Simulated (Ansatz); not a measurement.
# Vacuum decay of the tunnelling density against sample bias for two antiferromagnetic Cr monolayers on Ni(100), PBE

An electron higher in energy faces a lower barrier and should leak further into the vacuum, yet on one of these films the window up to +1.5 V decays faster than the window up to +0.7 V. This matters whenever a measured decay is read as a barrier height. I follow κ, fitted to the planar mean density between 3 and 5 Å above the top atom, against sample bias relative to the Fermi level. The starting labels mislead: both films carry large antiparallel Cr moments in the image calculation. The one started ferromagnetic keeps a geometry relaxed with small parallel moments, and the stability of its final magnetic state was not checked. The rows therefore do not compare a ferromagnet with an antiferromagnet.

## Systems and settings

Ansatz 0.2.0, plane-wave Kohn-Sham DFT with its default PAW datasets at cutoffs of 420 eV, level as listed. Slabs and stacks are built by hand and relaxed; a single point with 17 Å of vacuum, a dipole correction, Fermi-Dirac smearing of 0.05 eV and meshes of 18 points along the first in-plane vector gives the density of the states between the Fermi level and the sample bias. Its planar mean n(z) is fitted as exp(−2κz) between 3 and 5 Å above the top atom. Spin-polarised where magnetic elements are present, no spin-orbit coupling.

Notes on method and selection:

- A free electron at the Fermi level with no momentum along the surface decays with κ₀ = 0.5123·√Φ Å⁻¹, Φ in eV; momentum along the surface raises κ, and the slow approach of the potential to the vacuum level lowers it.
- The tip is left out (Tersoff-Hamann).
- Slabs this thin have discrete subbands, so κ depends on which of them fall in the window.
- Windows narrower than 0.1 V hold too few states on these meshes and are not listed; a blank corrugation was not computed at that height.
- Runs in which the search for lower states was switched off are not listed.
- Work functions and vacuum levels are read from the electrostatic potential (Hartree and local ionic parts), which a warning of a rough exchange-correlation potential in thin density does not concern.
- Sites and patterns name the starting structure; atoms can leave their sites in the relaxation.
- The default PAW datasets of this version of Ansatz are the set soft_2.
- Runs that did not converge, have known faults or may not be shown are not listed, and runs on Ansatz's PAW sets soft_1 and soft_2 are kept to separate tables.

Columns:

- bias (V): sample bias; negative images filled states.
- κ₀ of window top (Å⁻¹): 0.5123·√(Φ − E) for the highest energy E in the window, from the Fermi level.
- κ (Å⁻¹): decay constant κ of the window's density.
- corrugation (Å): corrugation at constant current, set to the mean density at the first listed height.

## Data

| member | surface | bias (V) | κ₀ of window top (Å⁻¹) | κ (Å⁻¹) | corrugation (Å) |
| --- | --- | --- | --- | --- | --- |
| −1.5 V | Cr monolayer on Ni(100), started antiferromagnetic (PBE, Φ 4.93 eV, 3 Å) | −1.5 | 1.138 | 1.209 | 0.0157 |
| −0.7 V | Cr monolayer on Ni(100), started antiferromagnetic (PBE, Φ 4.93 eV, 3 Å) | −0.7 | 1.138 | 1.187 | 0.0209 |
| −0.2 V | Cr monolayer on Ni(100), started antiferromagnetic (PBE, Φ 4.93 eV, 3 Å) | −0.2 | 1.138 | 1.151 | 0.0546 |
| +0.2 V | Cr monolayer on Ni(100), started antiferromagnetic (PBE, Φ 4.93 eV, 3 Å) | 0.2 | 1.114 | 1.172 | 0.0275 |
| +0.7 V | Cr monolayer on Ni(100), started antiferromagnetic (PBE, Φ 4.93 eV, 3 Å) | 0.7 | 1.054 | 1.115 | 0.0423 |
| +1.5 V | Cr monolayer on Ni(100), started antiferromagnetic (PBE, Φ 4.93 eV, 3 Å) | 1.5 | 0.949 | 1.130 | 0.0897 |
| −1 V | Cr monolayer on Ni(100), started ferromagnetic (PBE, Φ 4.95 eV, 2.5 Å) | −1.0 | 1.140 | 1.202 | 0.0116 |
| −0.5 V | Cr monolayer on Ni(100), started ferromagnetic (PBE, Φ 4.95 eV, 2.5 Å) | −0.5 | 1.140 | 1.190 | 0.0629 |
| −0.1 V | Cr monolayer on Ni(100), started ferromagnetic (PBE, Φ 4.95 eV, 2.5 Å) | −0.1 | 1.140 | 1.158 | 0.1400 |
| +0.1 V | Cr monolayer on Ni(100), started ferromagnetic (PBE, Φ 4.95 eV, 2.5 Å) | 0.1 | 1.128 | 1.188 | 0.0923 |
| +0.5 V | Cr monolayer on Ni(100), started ferromagnetic (PBE, Φ 4.95 eV, 2.5 Å) | 0.5 | 1.081 | 1.146 | 0.0841 |
| +1 V | Cr monolayer on Ni(100), started ferromagnetic (PBE, Φ 4.95 eV, 2.5 Å) | 1.0 | 1.018 | 1.123 | 0.1369 |

## Why the values move as they do

For filled states κ rises as the window widens, from 1.151 Å⁻¹ at −0.2 V to 1.209 Å⁻¹ at −1.5 V on the film started antiferromagnetic, and from 1.158 Å⁻¹ at −0.1 V to 1.202 Å⁻¹ at −1 V on the other. For empty states κ falls from +0.1 V to +1 V on the film started ferromagnetic. On the film started antiferromagnetic it falls from +0.2 V to +0.7 V and then rises again at +1.5 V.

The simplest model starts from a flat potential at the vacuum level outside the surface. A state of energy $E$ above the Fermi level, with momentum $q$ along the surface, then varies as $e^{i\mathbf{q}\cdot\mathbf{r}}e^{-\kappa z}$. Putting this into the Schrödinger equation gives

$$\kappa^2 = c^2(\Phi - E) + q^2,$$

with c² = 0.5123² = 0.2625 Å⁻² eV⁻¹.

The density of a window is a sum over its states, so its κ, half the logarithmic rate of decay, is an average of their decay constants, weighted by what each contributes at that height. My second assumption replaces this average by one effective state at a fixed fraction $f$ of the window, $E = fV$, with $V$ the bias in volts and $E$ in eV. The third gives every window on both films the same $q^2 = Q$. This leaves

$$\kappa^2 = c^2(\Phi - fV) + Q,$$

with two parameters, $f$ and $Q$. If all energies in the window counted equally, $f$ would be one half. Stronger leakage of the higher states would lower $f$ for filled states and raise it for empty ones, so one $f$ for both signs of bias is a further simplification. $Q$ is a net quantity: momentum along the surface raises it, and the slow approach of the real potential to the vacuum level lowers it.

The model explains why κ can change at negative bias although the top of the window stays at the Fermi level. A wider window takes in deeper states, which face a higher barrier.

## Testing the model

I fix the model on the −1 V and +1 V rows of the film started ferromagnetic, with Φ = 4.95 eV. The difference of their squares gives

$f$ = (1.202² − 1.123²) / (2 × 0.2625) = 0.350,

and their mean gives

$Q$ = (1.202² + 1.123²) / 2 − 0.2625 × 4.95 = 0.0536 Å⁻².

That $f$ comes out below one half means that κ responds to bias more weakly than equal weighting of the window would give.

I then carry both parameters over to the film started antiferromagnetic, with Φ = 4.93 eV:

- At −1.5 V, κ² = 0.2625 × (4.93 + 0.350 × 1.5) + 0.0536 = 1.4855, so κ = √1.4855 = 1.219 Å⁻¹; the table has 1.209.
- At −0.7 V, κ² = 0.2625 × (4.93 + 0.350 × 0.7) + 0.0536 = 1.4120, so κ = √1.4120 = 1.188 Å⁻¹; the table has 1.187.
- At +0.7 V, κ² = 0.2625 × (4.93 − 0.350 × 0.7) + 0.0536 = 1.2834, so κ = √1.2834 = 1.133 Å⁻¹; the table has 1.115.
- At +1.5 V, κ² = 0.2625 × (4.93 − 0.350 × 1.5) + 0.0536 = 1.2099, so κ = √1.2099 = 1.100 Å⁻¹; the table has 1.130.

Over all ten rows not used in the fixing, the mean absolute miss is 0.014 Å⁻¹. Guessing the mean κ of the whole table for every row misses the same rows by about 0.025 Å⁻¹. The gain depends on the pair chosen: fixed on −0.7 V and +0.7 V of the film started antiferromagnetic, the model misses its ten remaining rows by 0.021 Å⁻¹, hardly better than the mean. I therefore use it for the broad slope and not for single windows.

## Members off the line

The largest misses are at +1.5 V, where the model is too low by 0.030 Å⁻¹, and at +0.1 V. There it gives √(0.2625 × (4.95 − 0.350 × 0.1) + 0.0536) = 1.159 Å⁻¹, too low by 1.188 − 1.159 = 0.029 Å⁻¹. In both places the assumption of one common $Q$ fails.

The window to +1.5 V contains the window to +0.7 V, so the added states must on average decay faster than 1.115 Å⁻¹. With no momentum along the surface, the flat barrier would allow them at most 1.054 Å⁻¹. Some of them then need $q^2$ of at least 1.115² − 1.054² = 0.132 Å⁻², more than twice the fitted $Q$.

Across the Fermi level the model has the wrong sign. It lets κ fall slightly, while the table shows a rise of 0.021 Å⁻¹ from −0.2 to +0.2 V and of 0.030 Å⁻¹ from −0.1 to +0.1 V. I suspect sampling first, since such narrow windows hold few states on this mesh and a thin slab has discrete subbands. A real change of orbital character at the Fermi level is also possible.

## Conclusions

Between −1.5 and +1.5 V, wide windows of filled states decay faster than wide windows of empty states on both films, as the barrier argument requires. The order of neighbouring windows also depends on which states they contain.

The largest omission I can size is the electric field of the tip. For a sample state it raises the mean barrier by about half the bias at positive bias and lowers it by as much at negative bias. Between −1.5 and +1.5 V this adds roughly 0.26 × 1.5 / (2 × 1.2) ≈ 0.16 Å⁻¹ to κ, against a spread of 1.209 − 1.115 = 0.094 Å⁻¹ in the whole table. It opposes the calculated trend, so a measured decay could change with bias in the other direction.
